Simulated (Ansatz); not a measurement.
Computed against measured: atomisation enthalpy at 298 K

10 molecules without hydrogen; the atomisation enthalpy at 298 K in kJ/mol, computed less measured. Shapes, held fixed at every level: PBE0-D4/def2-TZVP. Flexible molecules stand in one conformer, not always the lowest. Thermal terms are harmonic and unscaled (PBE0-D4/def2-TZVP); the spin-orbit lowering of the free atoms is taken from their spectra. Programs: Ansatz 0.2.0. Measured values: Active Thermochemical Tables, CRC Handbook of Chemistry and Physics, NIST-JANAF tables.

Levels: A = HF/def2-TZVPP; B = B3LYP-D4/def2-TZVPP; C = MP2/def2-SVP; D = MP2/def2-TZVPP.

| molecule | from tabulated heats | A | B | C | D |
| --- | --- | --- | --- | --- | --- |
| N2 (nitrogen) | 945 | -473 | +5 | -42 | +1 |
| SF2 (sulfur difluoride) | 732 | -415 | -16 | -112 | -1 |
| SO2 (sulfur dioxide) | 1072 | -640 | -36 | -160 | +27 |
| BCl3 (boron trichloride) | 1337 | -334 | -19 | +5 | +40 |
| NF3 (nitrogen trifluoride) | 843 | -702 | +9 | -80 | +7 |
| SiBr4 (tetrabromosilane) | 1313 | -424 | -48 | -86 | +33 |
| SF6 (sulfur hexafluoride) | 1974 | -1022 | -79 | -239 | +73 |
| C2Cl4F2 (1,1,1,2-tetrachloro-2,2-difluoroethane) | 2568 | -988 | -15 | -11 | +113 |
| Si(SiF3)F3 (hexafluorodisilane) | 3760 | -1010 | -113 | -240 | +52 |
| S8 (cyclooctasulfur) | 2115 | -1228 | -2 | -467 | -49 |

Q: Which level does best on this set, which worst, and which err to one side?

A: 
```tsv
level	kind	mean error	mean absolute error	worst case
HF/def2-TZVPP	Hartree–Fock	-723.6	723.6	S8
B3LYP-D4/def2-TZVPP	global hybrid	-31.4	34.2	Si(SiF3)F3
MP2/def2-SVP	perturbation theory	-143.2	144.2	S8
MP2/def2-TZVPP	perturbation theory	+29.6	39.6	C2Cl4F2
```

On this set B3LYP-D4/def2-TZVPP has the smallest mean absolute error and HF/def2-TZVPP the largest. HF/def2-TZVPP is too low in 10 of 10; B3LYP-D4/def2-TZVPP is too low in 8 of 10; MP2/def2-SVP is too low in 9 of 10; MP2/def2-TZVPP is too high in 8 of 10. The heats of SF2, SiBr4, Si(SiF3)F3 come from older tables and can be uncertain by 10 kJ/mol or more. The molecules' own spin-orbit binding is left out, so errors for heavy halides read too negative. Heats of the atoms come from ATcT where it has them, that of boron, 570 kJ/mol, from recent work. The levels differ in basis as well as in method. The tabulated value of C2Cl4F2 is in doubt (older tables, estimates, or at odds with other calculations) and kept here. Over the 9 molecules whose values aren't doubted the mean absolute errors are A 694.2; B 36.3; C 159.0; D 31.4. For MP2/def2-TZVPP the error tends to grow with the atomisation enthalpy. Hartree–Fock lacks correlation and underbinds. Correlated wave functions converge slowly with the basis. Relativity is left out for Br. Outer-core shells of Br are correlated, in sets that cover them unevenly. The set is small.

Electron correlation supplies more than half of the binding in every nitrogen and sulfur molecule here, and most of it in NF3. It supplies a smaller share in the boron, silicon and carbon halides. Atomisation breaks up electron pairs and leaves open-shell atoms, so the molecule has more correlation energy to lose. The loss weighs most where bonds are multiple, or weak and surrounded by lone pairs.

Enlarging the basis raises the MP2 atomisation enthalpy in every row, most for S8, SF6 and hexafluorodisilane, where sulfur and silicon need flexible polarisation functions. The near-exact MP2/def2-SVP value for BCl3 therefore reflects cancellation between a small basis and MP2's overbinding. The same probably holds for N2 with the larger set, since MP2 is known to overbind multiple bonds. S8 remains clearly underbound and breaks the pattern.

The lead of B3LYP-D4 over MP2/def2-TZVPP isn't robust: it reverses once the doubtful C2Cl4F2 value is dropped.
